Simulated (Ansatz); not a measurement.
# ZrB2: pressure and energy less free atoms against volume scale

Periodic Kohn-Sham DFT of a crystal at fixed atoms, scaled to volume_scale times the given cell; pressure positive in compression, energy less spherical unpolarised free atoms, largest_vzz the field gradient of largest size among the nuclei. The results are calculated, by Ansatz 0.2.0.

The cell before it is scaled or strained (space group P6/mmm, No. 191):
```
cell vectors (Å)
   3.1650     0.0000     0.0000
  -1.5825     2.7410     0.0000
   0.0000     0.0000     3.5200
atoms (fractions of the cell vectors)
Zr  0.00000  0.00000  0.00000
B   0.33333  0.66667  0.50000
B   0.66667  0.33333  0.50000
```

Settings of every row: method all-electron LAPW; functional LDA; relativity scalar; k mesh 12x12x9; filling fermi-dirac; smearing width 0.05 eV; basis error target 1 meV/atom; nucleus gaussian.

Atom start moment: 0 on all atoms.

| row | volume scale | V (Å³/atom) | pressure (GPa) | energy less free atoms (eV/atom) |
| --- | --- | --- | --- | --- |
| 1 | 0.94 | 9.568 | 9.027 | -8.7558 |
| 2 | 0.96 | 9.772 | 3.036 | -8.7634 |
| 3 | 0.98 | 9.975 | -2.38 | -8.7638 |
| 4 | 0.99 | 10.077 | -4.89 | -8.7615 |
| 5 | 1 | 10.179 | -7.278 | -8.7576 |
| 6 | 1.01 | 10.281 | -9.548 | -8.7523 |
| 7 | 1.02 | 10.383 | ? | ? |
| 8 | 1.04 | 10.586 | -15.712 | -8.728 |
| 9 | 1.06 | 10.79 | -19.334 | -8.7057 |

Question: what pressure and energy less free atoms should row 7 give?

Worked fit of pressure. Take u = (V_r/V)^(2/3) − 1 with V_r = 10.128 Å³ an atom, which is twice the finite (Eulerian) strain; such expansions in the strain, on which the Birch-Murnaghan equation of state is built, carry the rest volume and the bulk modulus. The shown rows have u = 0.03865, 0.02414, 0.0102, 0.00337, -0.00334, -0.00995, -0.02906, -0.04133. Least squares give pressure = −6.0981 + 356.856 × u + 889.43 × u² GPa; a straight line predicts inner rows, each left out in turn, worse (root mean square 0.47 against 0.011 GPa). The rows lie off it by 0.004, 0.001, -0.014, -0.005, 0.002, 0.013, 0.005, -0.006 (root mean square 0.0077 GPa). The pressure vanishes at u = 0.0164, or V = 9.884 Å³ an atom, and there the bulk modulus at fixed shape and fractions is B = −V dP/dV = (2/3)(1 + u) dP/du = 262 GPa. Letting shape and atoms relax would as a rule lower it, by much in layered, chain or molecular crystals. The withheld row has u = -0.01644, so the fit gives −6.0981 + 356.856 × (-0.01644) + 889.43 × (-0.01644)² = -11.724 GPa.

The calculation gave -11.707 GPa. The fit lies 0.017 GPa (0.06 % of the column's range) below it; its largest miss of a shown row is 0.014 GPa.

Worked fit of energy less free atoms. Take u = (V_r/V)^(2/3) − 1 with V_r = 10.128 Å³ an atom, which is twice the finite (Eulerian) strain; such expansions in the strain, on which the Birch-Murnaghan equation of state is built, carry the rest volume and the bulk modulus. The shown rows have u = 0.03865, 0.02414, 0.0102, 0.00337, -0.00334, -0.00995, -0.02906, -0.04133. Least squares give energy less free atoms = −8.75974 − 0.5789 × u + 17.634 × u² eV/atom; a straight line predicts inner rows, each left out in turn, worse (root mean square 0.0093 against 4.5e-05 eV/atom). The rows lie off it by 0.0000, 0.0000, 0.0000, 0.0000, 0.0000, -0.0001, 0.0000, 0.0000. Its lowest point lies at u = 0.0164, or V = 9.884 Å³ an atom, and the curvature there gives the bulk modulus at fixed shape and fractions, B = (4/9)(1 + u)² E″(u)/V = 263 GPa. Letting shape and atoms relax would as a rule lower it, by much in layered, chain or molecular crystals. The withheld row has u = -0.01644, so the fit gives −8.75974 − 0.5789 × (-0.01644) + 17.634 × (-0.01644)² = -8.7455 eV/atom.

The calculation gave -8.7455 eV/atom. The fit meets it to the printed digit.
